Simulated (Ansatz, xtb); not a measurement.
## C5H5FP2: which of two isomers lies lower

Structure I is `CC1=PC=C(F)C=P1`, a singlet and structure II is `CC1=CP=CP=C1F`, a singlet. Both are isolated molecules in the gas phase, relaxed with B3LYP-D3(BJ)/def2-SVP.

Q: Which of the two would you expect CCSD(T)/def2-SVP + ΔMP2/def2-TZVPP electronic energies to favour?

A: Structure I; the calculation gives E(II) − E(I) = +1.23 kcal/mol.

Level by level:

```csv
level,geometry,E(II) − E(I) (kcal/mol),departure from the last row (kcal/mol),"job, with rough time for the two"
GFN2-xTB,GFN2-xTB,+0.18,−1.05,"optimisation, 0.29 s"
HF/STO-3G,GFN2-xTB,−1.82,−3.05,"single point, 0.48 s"
r2SCAN-D4/def2-SVP,GFN2-xTB,+1.27,+0.04,"single point, 4.5 s"
B3LYP-D3(BJ)/def2-SVP,B3LYP-D3(BJ)/def2-SVP,+1.26,+0.03,"optimisation, 39 s"
HF/def2-SVP,B3LYP-D3(BJ)/def2-SVP,+2.22,+0.99,part of the CCSD(T) run
MP2/def2-SVP,B3LYP-D3(BJ)/def2-SVP,+1.60,+0.37,part of the CCSD(T) run
CCSD(T)/def2-SVP,B3LYP-D3(BJ)/def2-SVP,+1.05,−0.18,single point
CCSD(T)/def2-SVP + ΔMP2/def2-TZVPP,B3LYP-D3(BJ)/def2-SVP,+1.23,,"single point, 86 s"
```

As drawn, both hold the same kinds of bond in the same numbers.

HF/STO-3G puts the two in the other order. GFN2-xTB finds them nearly level. The largest departure from CCSD(T)/def2-SVP + ΔMP2/def2-TZVPP is that of HF/STO-3G, 3.05 kcal/mol. The last row adds to CCSD(T) the change of the MP2 difference between the two basis sets, here +0.18 kcal/mol.

With thermal terms from frequencies at re-optimised GFN2-xTB minima (ideal gas, soft modes damped towards free rotors, one conformer each, 298.15 K, 1 atm): the zero-point term adds +0.21 kcal/mol; ΔH is +1.34 and ΔG +1.59 kcal/mol.

The correlated steps freeze 16 core orbitals. Run with Ansatz 0.2.0, xtb 6.7.1; the last row on 4 threads of Arm Neoverse V1 on a shared host.

Both isomers are 1,3-diphosphinines differing only in where the substituents sit, so the modest preference for I reflects substituent placement, not a change in ring bonding or aromaticity type. Phosphorus is more electropositive than carbon, leaving the carbons bound to it comparatively electron-rich. In II fluorine sits on such a carbon, where its lone pairs meet more π density; in I it occupies the carbon flanked only by other carbons. This probably outweighs the less favourable placement of the methyl donor between the two phosphorus atoms in I. The adjacent methyl and fluorine in II may also contribute, but the energies do not separate these effects.

The reversed order with HF/STO-3G points to the inflexible minimal basis, not to missing correlation, since HF/def2-SVP already favours I. Correlation then reduces that preference without overturning it, while the thermal terms reinforce it. The result concerns relative thermodynamic stability and says nothing about which isomer would form more readily in a synthesis.
